**The model.** All voltages and currents of the pMOSFET are magnitudes, referred to the source. Holes drift with $v=\mu E/(1+E/E_{sat})$ for $E<E_{sat}$ and $v=v_{sat}$ above; continuity requires $v_{sat}=\mu E_{sat}/2$. The inversion charge per area is $C_{ox}(V_{gt}-mV)$, with overdrive $V_{gt}$, channel potential $V(y)$ and body-effect coefficient $m\ge1$. We hold $\mu$, $m$ and the threshold constant and neglect diffusion. With $E=dV/dy$,

$$I_d\left(1+\frac{1}{E_{sat}}\frac{dV}{dy}\right)=W\mu C_{ox}(V_{gt}-mV)\frac{dV}{dy}.$$

Integrating over $L$, with $V_c=E_{sat}L$ and $G=WC_{ox}v_{sat}$,

$$I_d=2G\,\frac{(V_{gt}-mV_{ds}/2)V_{ds}}{V_c+V_{ds}}.$$

Saturation begins when the drain field reaches $E_{sat}$, where $I_d=G(V_{gt}-mV_{ds})$. Equating the two currents gives

$$V_{dsat}=\frac{V_cV_{gt}}{V_{gt}+mV_c}.$$

**Slope at the knee.** The logarithmic derivative of the triode current is

$$\frac{g_{ds}}{I_d}=\frac{V_{gt}-mV_{ds}}{(V_{gt}-mV_{ds}/2)V_{ds}}-\frac{1}{V_c+V_{ds}}.$$

The saturation condition sets the first term to $2/(V_c+V_{dsat})$, so for any $m$

$$V_{Asat}\equiv\left.\frac{I_d}{g_{ds}}\right|_{V_{dsat}}=E_{sat}L+V_{dsat}.$$

A saturation branch $I_{dsat}[1+(V_{ds}-V_{dsat})/V_A(V_{ds})]$, the form used in BSIM3, starts with slope $I_{dsat}/V_A(V_{dsat})$. A continuous first derivative therefore requires $V_A(V_{dsat})=V_{Asat}$. This Early voltage is counted from $V_{dsat}$; the tangent meets the voltage axis at $-E_{sat}L$ for every overdrive.

**Dimensional analysis.** $G$ is a conductance and a prefactor, so it cancels in $I_d/g_{ds}$. Writing the charge as $mC_{ox}(V_{gt}/m-V)$ leaves two voltages, $V_{gt}/m$ and $V_c$, hence one group $u=V_{gt}/(mV_c)$:

$$\frac{V_{dsat}}{V_c}=\frac{u}{1+u},\quad \frac{V_{Asat}}{V_c}=\frac{1+2u}{1+u},\quad I_{dsat}=mGV_c\frac{u^2}{1+u},\quad g_{ds}=mG\frac{u^2}{1+2u}.$$

Thus $V_c<V_{Asat}<2V_c$. The slope is finite because the triode formula peaks only at $V_c(\sqrt{1+2u}-1)>V_{dsat}$. At fixed $V_{ds}=V_{dsat}$, $g_m=2Gu/(1+2u)$, so the gain at the knee is $g_m/g_{ds}=2V_c/V_{gt}$, free of $m$. Against the low-field conductance $g_0=W\mu C_{ox}V_{gt}/L=2mGu$, one finds $g_{ds}/g_0=u/[2(1+2u)]$.

**Two regimes.**

- $u\ll1$: $V_{Asat}=V_c(1+u-u^2+\dots)$ and $g_{ds}=mGu^2(1-2u+\dots)$.
- $u\gg1$: $V_{Asat}=V_c(2-1/u+\dots)$ and $g_{ds}=(g_0/4)\,[1-1/(2u)+\dots]$.

Parameter by parameter:

- *Overdrive.* $g_{ds}\propto V_{gt}^2$ when small, $\propto V_{gt}$ when large; $V_{Asat}$ only doubles.
- *Length.* $d\ln g_{ds}/d\ln L=-(2+2u)/(1+2u)$, from $-2$ (long) to $-1$ (short). $V_{Asat}\propto L$ at both ends.
- *$E_{sat}$ at fixed $\mu$.* For large $E_{sat}$, $g_{ds}\to W\mu C_{ox}V_{gt}^2/(2mE_{sat}L^2)\to0$, the flat top of the square law. For small $E_{sat}$, $g_{ds}\to g_0/4$, independent of $E_{sat}$. At fixed $v_{sat}$ instead, $E_{sat}$ acts exactly as $L$ does.
- *Body coefficient.* $d\ln V_{Asat}/d\ln m=-u/[(1+u)(1+2u)]$, at most 0.17 in magnitude, reached at $u=1/\sqrt2$. Also $d\ln g_{ds}/d\ln m=-1/(1+2u)$, from $-1$ at large $m$ towards 0 for $m\ll V_{gt}/V_c$.

**Crossovers.** $V_{Asat}$ is halfway, $3V_c/2$, at $u=1$. The conductance crosses earlier, at $u=1/2$, where the length exponent is $-3/2$ and $g_{ds}/g_0=1/8$. These values are also the convergence radii of the expansions, set by the poles at $u=-1$ and $u=-1/2$.

**Scaling.** Divide $L$, oxide thickness, depletion depth and voltages by $\kappa$ at fixed $E_{sat}$ and $v_{sat}$. Then $u$, $m$, $I_{dsat}/W$ and the gain are unchanged, $V_{Asat}\propto1/\kappa$ and $g_{ds}/W\propto\kappa$. If the voltages are not scaled and $m$ is held, $u\propto\kappa$ and the gain falls as $1/\kappa$.

**Numbers.** For $L=0.25\ \mu$m and $E_{sat}=1.2\times10^{7}$ V/m, $V_c=3.0$ V. Take a typical $v_{sat}\approx6\times10^4$ m/s for inversion-layer holes, which implies $\mu=0.010$ m²/(V s), an approximate oxide permittivity $3.9\,\varepsilon_0$, and illustrative values $t_{ox}=5$ nm and depletion depth $W_{dm}=50$ nm. With the compiled static dielectric constant of Si, 11.7 (Ioffe Institute), $m=1+\varepsilon_{Si}t_{ox}/(\varepsilon_{ox}W_{dm})=1.3$. Then $C_{ox}=6.9\times10^{-3}$ F/m² and $G/W=414$ S/m. The table gives the model's values; the last two rows change $L$ alone.

| $L$ (µm) | $V_{gt}$ (V) | $u$ | $V_{dsat}$ (V) | $V_{Asat}$ (V) | $I_{dsat}/W$ ($10^3$ A/m) | $g_{ds}/W$ ($10^3$ S/m) | $g_m/g_{ds}$ |
|---|---|---|---|---|---|---|---|
| 0.25 | 1.2 | 0.31 | 0.71 | 3.7 | 0.12 | 0.032 | 5.0 |
| 0.25 | 2.0 | 0.51 | 1.0 | 4.0 | 0.28 | 0.070 | 3.0 |
| 1.0 | 2.0 | 0.13 | 1.4 | 13 | 0.094 | 0.0070 | 12 |
| 0.10 | 2.0 | 1.3 | 0.67 | 1.9 | 0.47 | 0.25 | 1.2 |

At $L=0.25\ \mu$m and $V_{gt}=2.0$ V the device sits on the conductance crossover: the length exponent is $-1.5$, $g_{ds}/g_0=0.13$, and the triode formula would peak at 1.3 V. Neither expansion of $g_{ds}$ is useful there; use the closed forms. Reaching $u=1$ needs $V_{gt}=3.9$ V at this length, or $L=0.13\ \mu$m at 2.0 V.

**Neglected terms**, for the same bias.

- *Drain-induced barrier lowering.* A threshold falling as $\sigma V_{ds}$ adds $\sigma g_m$, a fraction $2\sigma V_c/V_{gt}$ of $g_{ds}$. An illustrative $\sigma=0.05$ gives 15 %, and the two terms are equal at $V_{gt}=0.30$ V.
- *Diffusion.* With the low-field Einstein relation, the ratio of diffusion to drift at the drain is $m(k_BT/q)/(V_{gt}-mV_{dsat})$, where $V_{gt}-mV_{dsat}=V_{gt}^2/(V_{gt}+mV_c)$. At 300 K it is 5 %, and it reaches unity at $V_{gt}=0.38$ V. The small-$u$ law for $g_{ds}$ therefore cannot be followed down to low overdrive at this length.
- *Series resistance.* At fixed internal bias, ignoring the body bias across $R_s$, the terminal $I_d/g_{ds}$ is multiplied by $1+g_mR_s+g_{ds}(R_s+R_d)$. With $g_m/W=0.21\times10^3$ S/m and an illustrative $R_sW=R_dW=3\times10^{-4}\ \Omega$ m, the increase is 10 %.

The model's 4.0 V describes the knee only. As typical knowledge, such a pMOSFET shows $I_d/g_{ds}$ of roughly 10 V well inside saturation, so $V_{Asat}$ used there would be low by a factor of two to three; $V_A(V_{ds})$ must rise from $V_{Asat}$ as $V_{ds}$ passes the knee.